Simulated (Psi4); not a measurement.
A ladder of methods for NH3 (ammonia)

NH3: 4 atoms, total charge 0, spin state singlet. As SMILES, `N`. Geometry: optimised at PBE0/def2-TZVP.

Quantity: the HOMO–LUMO gap, in eV. The values are calculated.

```tsv
level	kind	program	value (eV)	CPU time
PBE-D4/def2-TZVPP (density fitting)	GGA	Psi4	6.19	24 s
r2SCAN-D4/def2-TZVPP (density fitting)	meta-GGA	Psi4	7.52	43 s
B3LYP-D4/def2-TZVPP (density fitting)	global hybrid	Psi4	7.95	22 s
PBE0-D4/def2-TZVPP (density fitting)	global hybrid	Psi4	8.62	21 s
wB97M-V/def2-TZVPP (density fitting)	range-separated hybrid	Psi4	12.46	52 s
```

The values span 6.19 to 12.46 eV. Orbital gaps aren't excitation energies; they tend to grow with the share of exact exchange. Times are those of the runs behind each value, whatever else they computed, on shared processors of several kinds: orders of magnitude only.

The gap of ammonia is wide at every level, but its size depends heavily on the functional. The largest step is from PBE0 to wB97M-V, 8.62 to 12.46 eV, probably because full exact exchange at long range separates the filled and empty levels more strongly. Exact exchange isn't the whole story, however: r2SCAN contains none, yet lies well above PBE and close to B3LYP.

The HOMO is essentially the nitrogen lone pair, with some N–H bonding character. The LUMO combines N–H antibonding and diffuse, Rydberg-like character, with no low-lying π* orbital available as an acceptor. This accounts for the wide gap and fits ammonia's familiar behaviour as a lone-pair donor and a poor electron acceptor. Since the isolated molecule doesn't bind an extra electron in a stable valence state, the empty level is sensitive to how far the basis set reaches into space. Without added diffuse functions, agreement on a converged gap can't be judged from this series.
